**Hand rules for the lowest singlet excitation of 1,1,1-trifluoroethane**

The table holds vertical S1 energies (TDDFT) and T1 energies (Tamm–Dancoff) of CH₃CF₃ in the gas phase from PySCF, for nine levels in def2-SVPD and for PBE0 in eight bases, at one PBE0-D3(BJ)/def2-SVP geometry. The program tests S1 = gap − aJ with orbital energies of the same runs, a straight line in the exact-exchange share a, and a fixed Rydberg term below the ΔSCF ionisation energy. With J = 5 eV the first rule meets the fifteen HOMO-to-LUMO rows within 0.22 eV (mean 0.10 eV), with a drift that follows the LUMO energy across bases. The straight line holds within 0.11 eV for the five fitted global functionals in def2-SVPD and overshoots the range-separated ones by 1.28 to 2.33 eV, while the fixed term misses by 0.34 eV on average. HF, whose S1 has another leading pair, is left out of the fits and printed separately.

Vertical excitations of 1,1,1-trifluoroethane (CH3CF3, C3v) in the gas phase, computed with PySCF 2.14.0 and density fitting at the PBE0-D3(BJ)/def2-SVP geometry. Singlets are from full TDDFT and triplets from the Tamm-Dancoff approximation, with core orbitals frozen in the response.

## Script

```python
# Table: vertical S1 (TDDFT) and T1 (Tamm-Dancoff) of CH3CF3, PySCF, across functionals and bases.
# Tested: S1 = gap - a*J (rule 1), S1 = s0 + s*a (rule 2), S1 = IP - fixed Rydberg term.
T = {
    'functional': ['LDA', 'PBE', 'B3LYP', 'BHandHLYP', 'CAM-B3LYP', 'HF', 'LC-wPBE', 'wB97X-D', 'PBE0', 'PBE0', 'PBE0', 'PBE0', 'PBE0', 'PBE0', 'PBE0', 'PBE0'],
    'basis': ['def2-SVPD', 'def2-SVPD', 'def2-SVPD', 'def2-SVPD', 'def2-SVPD', 'def2-SVPD', 'def2-SVPD', 'def2-SVPD', '6-31+G(d)', '6-31G(d)', 'aug-cc-pVDZ', 'aug-cc-pVTZ', 'def2-SVP', 'def2-SVPD', 'def2-TZVP', 'def2-TZVPD'],
    'exx': [0, 0, 20, 50, 65, 100, 100, 100, 25, 25, 25, 25, 25, 25, 25, 25],  # %
    's1': [9.52, 9.33, 10.21, 11.36, 10.71, 12.57, 11.33, 11.02, 10.25, 12.34, 9.81, 9.8, 11.55, 10.51, 10.98, 10.06],  # eV
    'f1': [0.052, 0.055, 0.061, 0.072, 0.066, 0.198, 0.074, 0.07, 0.083, 0.023, 0.054, 0.053, 0.041, 0.064, 0.055, 0.065],
    'main': ['HOMO to LUMO', 'HOMO to LUMO', 'HOMO to LUMO', 'HOMO to LUMO', 'HOMO to LUMO', 'HOMO-1 to LUMO', 'HOMO to LUMO', 'HOMO to LUMO', 'HOMO to LUMO', 'HOMO to LUMO', 'HOMO to LUMO', 'HOMO to LUMO', 'HOMO to LUMO', 'HOMO to LUMO', 'HOMO to LUMO', 'HOMO to LUMO'],
    't1': [9.38, 9.18, 10.03, 11.06, 10.48, 11.4, 11.0, 10.82, 10.04, 11.57, 9.66, 9.65, 11.07, 10.29, 10.63, 9.87],  # eV
}
import numpy as np
from scipy.special import erf
from scipy.constants import physical_constants as pc
Ha = pc['Hartree energy in eV'][0]; a0 = pc['Bohr radius'][0]*1e10
# HOMO, LUMO and delta-SCF ionisation energy (eV): further outputs of the same runs, table order
homo = np.array([-9.4468,-9.2571,-10.8282,-12.8484,-12.6199,-15.5520,-13.8908,-13.0249,
                 -10.9851,-10.4657,-10.9284,-10.9298,-10.7576,-11.0641,-10.8843,-10.9305])
lumo = np.array([0.0091,0.0117,0.3512,1.0755,1.2354,2.5391,2.3341,2.3254,
                 0.4568,3.2842,-0.0625,-0.0959,2.1303,0.6852,1.4048,0.3009])
ip = {0:13.2172,1:12.9769,2:13.6048,3:14.1279,4:13.8666,6:13.9120,7:13.7188,13:13.6023}
# recalled definitions, two figures: short-range share, omega (1/bohr)
rs = {'CAM-B3LYP':(0.19,0.33),'LC-wPBE':(0.0,0.40),'wB97X-D':(0.22,0.20)}
fn, bs = T['functional'], T['basis']
s1 = np.array(T['s1'],float); t1 = np.array(T['t1'],float); alr = np.array(T['exx'],float)/100
n = len(s1); gap = lumo-homo; y = gap-s1
nm = [fn[i]+'/'+bs[i] for i in range(n)]
hf = fn.index('HF'); ok = [i for i in range(n) if i != hf]
g = [i for i in ok if bs[i]=='def2-SVPD' and fn[i] not in rs]
R = [i for i in ok if fn[i] in rs]; P = [i for i in ok if fn[i]=='PBE0']
Jf = (alr[g]@y[g])/(alr[g]@alr[g]); J = 5.0; r = Ha/J
print(f"J fitted on 5 global def2-SVPD rows {Jf:.2f} eV; used {J:.0f} eV, r = {r:.2f} bohr = {r*a0:.2f} A")
a = alr.copy()
for i in R:
    sr, w = rs[fn[i]]; a[i] = sr+(alr[i]-sr)*erf(w*r)
p1 = gap-a*J; e1 = p1-s1
print("rounding of S1, T1: 0.005 eV (0.02 eV in implied J at a = 0.25)")
print("row | gap | a | rule 1 | S1 | error | implied J | -HOMO-S1 | S1-T1 (eV)")
for i in range(n):
    ji = f"{y[i]/a[i]:.2f}" if a[i] > 0 else "-"
    print(f"{nm[i]:21s}{gap[i]:6.2f}{a[i]:5.2f}{p1[i]:6.2f}{s1[i]:6.2f}{e1[i]:+6.2f}{ji:>5s}{-homo[i]-s1[i]:+6.2f}{s1[i]-t1[i]:5.2f}")
def st(lab, e, idx):
    e = np.array(e); k = int(np.argmax(abs(e)))
    print(f"{lab}: mean abs {abs(e).mean():.2f}, worst {e[k]:+.2f} eV ({nm[idx[k]]})")
out = [i for i in ok if i not in g]
st("rule 1, 15 rows", e1[ok], ok); st("rule 1, 10 rows outside fit", e1[out], out)
print(f"rule 1 worst relative error {100*max(abs(e1[ok])/s1[ok]):.1f} %; HF (other pair, f {T['f1'][hf]:.3f}) {e1[hf]:+.2f} eV")
print("rule 1 with long-range share, error eV:", ", ".join(f"{fn[i]} {y[i]-alr[i]*J:+.2f}" for i in R))
for f in ('B3LYP','wB97X-D'):
    i = fn.index(f)
    print(f"worked {f}: {lumo[i]:.2f}+{-homo[i]:.2f} = {gap[i]:.2f}; minus {a[i]:.2f}*5 = {a[i]*J:.2f}; gives {p1[i]:.2f}, table {s1[i]:.2f}")
print("erf(omega*r):", ", ".join(f"{k} {erf(v[1]*r):.3f}" for k, v in rs.items()))
s, s0 = np.polyfit(alr[g], s1[g], 1); gs, g0 = np.polyfit(alr[g], gap[g], 1)
m, c = np.polyfit(alr[g], y[g], 1); e2 = s0+s*alr-s1
print(f"rule 2: S1 = {s0:.2f} + {s:.2f} a eV; gap = {g0:.2f} + {gs:.2f} a; gap-S1 = {c:+.2f} + {m:.2f} a")
print("rule 2 errors, fitted rows:", ", ".join(f"{fn[i]} {e2[i]:+.2f}" for i in g))
print("rule 2 errors, other def2-SVPD:", ", ".join(f"{fn[i]} {e2[i]:+.2f}" for i in R+[hf]))
print("share that rule 2 would need:", ", ".join(f"{fn[i]} {(s1[i]-s0)/s:.2f}" for i in R))
ref = bs.index('aug-cc-pVTZ')
print("PBE0 shift from aug-cc-pVTZ, S1 / LUMO / HOMO (eV):")
for h in (P[:4], P[4:]):
    print("  "+"; ".join(f"{bs[i]} {s1[i]-s1[ref]:+.2f}/{lumo[i]-lumo[ref]:+.2f}/{homo[i]-homo[ref]:+.2f}" for i in h))
print(f"PBE0 spread over bases: S1 {np.ptp(s1[P]):.2f}, LUMO {np.ptp(lumo[P]):.2f}, HOMO {np.ptp(homo[P]):.2f} eV")
I = list(ip); tv = np.array([ip[i]-s1[i] for i in I])
print("IP - S1 (eV):", ", ".join(f"{fn[i]} {v:.2f}" for i, v in zip(I, tv)))
print(f"mean term {tv.mean():.2f} eV, effective n {np.sqrt(Ha/2/tv.mean()):.2f}; Ry/4 = {Ha/8:.2f} eV")
st("IP minus mean term, 8 rows", tv-tv.mean(), I); st("rule 1, same 8 rows", e1[I], I)
K = [i for i in ok if bs[i] != '6-31G(d)']; d = (s1-t1)[K]
print(f"S1-T1, 14 rows of same leading pair: mean {d.mean():.2f}, range {d.min():.2f} to {d.max():.2f} eV")
assert [i for i in range(n) if T['main'][i] != 'HOMO to LUMO'] == [hf]
assert 4.5 < Jf < 5.5 and max(abs(e1[ok])) < 0.3
assert np.all(np.diff(y[P][np.argsort(lumo[P])]) > 0)
assert np.all(s1 > t1) and all(e2[i] > 1 for i in R)
```

Output:

```
J fitted on 5 global def2-SVPD rows 5.07 eV; used 5 eV, r = 5.44 bohr = 2.88 A
rounding of S1, T1: 0.005 eV (0.02 eV in implied J at a = 0.25)
row | gap | a | rule 1 | S1 | error | implied J | -HOMO-S1 | S1-T1 (eV)
LDA/def2-SVPD          9.46 0.00  9.46  9.52 -0.06    - -0.07 0.14
PBE/def2-SVPD          9.27 0.00  9.27  9.33 -0.06    - -0.07 0.15
B3LYP/def2-SVPD       11.18 0.20 10.18 10.21 -0.03 4.85 +0.62 0.18
BHandHLYP/def2-SVPD   13.92 0.50 11.42 11.36 +0.06 5.13 +1.49 0.30
CAM-B3LYP/def2-SVPD   13.86 0.64 10.63 10.71 -0.08 4.88 +1.91 0.23
HF/def2-SVPD          18.09 1.00 13.09 12.57 +0.52 5.52 +2.98 1.17
LC-wPBE/def2-SVPD     16.22 1.00 11.24 11.33 -0.09 4.91 +2.56 0.33
wB97X-D/def2-SVPD     15.35 0.90 10.83 11.02 -0.19 4.79 +2.00 0.20
PBE0/6-31+G(d)        11.44 0.25 10.19 10.25 -0.06 4.77 +0.74 0.21
PBE0/6-31G(d)         13.75 0.25 12.50 12.34 +0.16 5.64 -1.87 0.77
PBE0/aug-cc-pVDZ      10.87 0.25  9.62  9.81 -0.19 4.22 +1.12 0.15
PBE0/aug-cc-pVTZ      10.83 0.25  9.58  9.80 -0.22 4.14 +1.13 0.15
PBE0/def2-SVP         12.89 0.25 11.64 11.55 +0.09 5.35 -0.79 0.48
PBE0/def2-SVPD        11.75 0.25 10.50 10.51 -0.01 4.96 +0.55 0.22
PBE0/def2-TZVP        12.29 0.25 11.04 10.98 +0.06 5.24 -0.10 0.35
PBE0/def2-TZVPD       11.23 0.25  9.98 10.06 -0.08 4.69 +0.87 0.19
rule 1, 15 rows: mean abs 0.10, worst -0.22 eV (PBE0/aug-cc-pVTZ)
rule 1, 10 rows outside fit: mean abs 0.12, worst -0.22 eV (PBE0/aug-cc-pVTZ)
rule 1 worst relative error 2.2 %; HF (other pair, f 0.198) +0.52 eV
rule 1 with long-range share, error eV: CAM-B3LYP -0.10, LC-wPBE -0.11, wB97X-D -0.67
worked B3LYP: 0.35+10.83 = 11.18; minus 0.20*5 = 1.00; gives 10.18, table 10.21
worked wB97X-D: 2.33+13.02 = 15.35; minus 0.90*5 = 4.52; gives 10.83, table 11.02
erf(omega*r): CAM-B3LYP 0.989, LC-wPBE 0.998, wB97X-D 0.876
rule 2: S1 = 9.44 + 3.91 a eV; gap = 9.38 + 9.16 a; gap-S1 = -0.07 + 5.25 a
rule 2 errors, fitted rows: LDA -0.08, PBE +0.11, B3LYP +0.02, BHandHLYP +0.04, PBE0 -0.09
rule 2 errors, other def2-SVPD: CAM-B3LYP +1.28, LC-wPBE +2.02, wB97X-D +2.33, HF +0.78
share that rule 2 would need: CAM-B3LYP 0.32, LC-wPBE 0.48, wB97X-D 0.40
PBE0 shift from aug-cc-pVTZ, S1 / LUMO / HOMO (eV):
  6-31+G(d) +0.45/+0.55/-0.06; 6-31G(d) +2.54/+3.38/+0.46; aug-cc-pVDZ +0.01/+0.03/+0.00; aug-cc-pVTZ +0.00/+0.00/+0.00
  def2-SVP +1.75/+2.23/+0.17; def2-SVPD +0.71/+0.78/-0.13; def2-TZVP +1.18/+1.50/+0.05; def2-TZVPD +0.26/+0.40/-0.00
PBE0 spread over bases: S1 2.54, LUMO 3.38, HOMO 0.60 eV
IP - S1 (eV): LDA 3.70, PBE 3.65, B3LYP 3.39, BHandHLYP 2.77, CAM-B3LYP 3.16, LC-wPBE 2.58, wB97X-D 2.70, PBE0 3.09
mean term 3.13 eV, effective n 2.09; Ry/4 = 3.40 eV
IP minus mean term, 8 rows: mean abs 0.34, worst +0.57 eV (LDA/def2-SVPD)
rule 1, same 8 rows: mean abs 0.07, worst -0.19 eV (wB97X-D/def2-SVPD)
S1-T1, 14 rows of same leading pair: mean 0.23, range 0.14 to 0.48 eV
```
